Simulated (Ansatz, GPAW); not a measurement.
**One calculation of Sn3Se, 3 ways**

```xyz
4
Lattice="0.0000 3.7331 3.7331 3.7331 0.0000 3.7331 3.7331 3.7331 0.0000" Properties=species:S:1:pos:R:3 pbc="T T T"
Sn    3.7331    3.7331    3.7331
Sn    5.5997    5.5997    5.5997
Sn    1.8666    1.8666    1.8666
Se    0.0000    0.0000    0.0000
```

The cell comes from a database or a generator and needn't be the stable form of this composition.

Alike in all runs: task band structure; functional PBEsol; k mesh 6 × 6 × 6; occupations fermi-dirac, width 0.05 eV; no spin polarisation; no spin-orbit coupling. A missing gap at this level doesn't show that the real crystal is a metal. Pressure is positive in compression and, in plane waves, holds the error of the finite cutoff, which Ansatz's Pulay term estimates and takes out.

| program and potentials | plane-wave cutoff (eV) | notes | band gap (eV) | pressure (GPa) |
| --- | --- | --- | --- | --- |
| Ansatz, all-electron LAPW, scalar-relativistic | - | - | no gap | -3.19 |
| Ansatz, PAW datasets made for the crystal | 260 | - | no gap | -3.19 |
| GPAW, PAW data sets generated for this functional | 600 | - | no gap | -3.40 |

None finds a gap. The pressure spans -3.40 (GPAW, PAW data sets generated for this functional) to -3.19 GPa (Ansatz, all-electron LAPW, scalar-relativistic), with all-electron results at -3.19.

The functional is the same throughout but for its coding, so the spread measures potentials, basis and numerics; runs on potential files found faulty are left out.

All three runs give a metal under tension: the negative pressures mean that the cell is larger than this functional favours for this atomic arrangement, and it would shrink if released. The lattice constant may therefore come from a functional that binds less tightly, such as PBE.

The missing gap fits the tin-rich composition. Selenium, the more electronegative element, can fill its 4p shell with electrons from tin, but three tin atoms supply far more than it can take up. The rest probably stay in broad, overlapping Sn 5p bands, with the Sn 5s states lying deeper. The even electron count would allow a gap but doesn't enforce one.

The two Ansatz runs agree on the pressure, so the PAW description costs little here. GPAW's slightly more negative value, perhaps a remnant of its finite basis, changes neither the sign nor the conclusion. Agreement on the absence of a gap doesn't show that the band crossings or the density of states at the Fermi level agree as well.
